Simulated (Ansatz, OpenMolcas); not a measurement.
## Strength of the C–C bond: C2H3F3 → CH3 + CF3

Species: C2H3F3 (1,1,1-trifluoroethane) `CC(F)(F)F`, singlet; CH3 (methyl radical) `[CH3]`, doublet; CF3 (trifluoromethyl radical) `F[C](F)F`, doublet. 

Shapes, held fixed at every level: PBE0-D4/def2-TZVP. Programs: Ansatz 0.2.0, OpenMolcas 26.06. The zero-point and thermal change to 298 K, harmonic and unscaled (PBE0-D4/def2-TZVP), is -20.5 kJ/mol.

Q: Estimate ΔH(298 K) of this reaction.

A: The highest level, CCSD(T)/CBS estimate, gives ΔH(298 K) = +434.2 kJ/mol; the levels span +410.6 to +436.9. The column of differences is taken from that level and isn't an error. No measured value is set beside it here. Open shells run unrestricted unless RO is named. The CBS estimate extrapolates MP2 from def2-TZVPP and def2-QZVPP and adds CCSD(T) − MP2 in the triple-zeta set, cores frozen.

| level | kind | ΔH(298 K) (kJ/mol) | less CCSD(T)/CBS estimate |
| --- | --- | --- | --- |
| B3LYP/6-31G* (Cartesian functions) | global hybrid | +414.7 | -19.5 |
| B2PLYP/def2-TZVPP | double hybrid | +410.6 | -23.6 |
| MP2/def2-SVP | perturbation theory | +433.5 | -0.7 |
| MP2/def2-TZVPP | perturbation theory | +436.9 | +2.7 |
| CCSD/def2-SVP | coupled cluster or CI | +416.9 | -17.3 |
| CCSD(T)/def2-TZVPP | coupled cluster or CI | +423.6 | -10.6 |
| CCSD/def2-TZVPP | coupled cluster or CI | +415.0 | -19.2 |
| CCSD(T)/CBS estimate | coupled cluster or CI | +434.2 | 0.0 |

Homolysis of the C–C bond is strongly endothermic at every level, as expected for a bond stronger than that in ethane. Fluorine draws p character from its carbon, leaving an s-rich hybrid for the C–C bond, and the electron-poor CF3 carbon is well matched to the more electron-rich methyl group. The CF3 radical stays pyramidal and gains little from delocalisation, so cleavage brings little compensating stabilisation.

The near agreement of MP2/def2-TZVPP with the CBS estimate is a cancellation: in that same basis MP2 lies well above CCSD(T), at 436.9 against 423.6 kJ/mol, and extrapolation then raises the coupled-cluster value. Connected triples also strengthen the bond, probably because the intact molecule has more dynamic correlation to recover than the separated radicals. The small change in CCSD between the two basis sets is therefore no sign of convergence. The reaction enthalpy includes the relaxation of both radicals, so it doesn't measure the intrinsic strength of the C–C interaction alone.
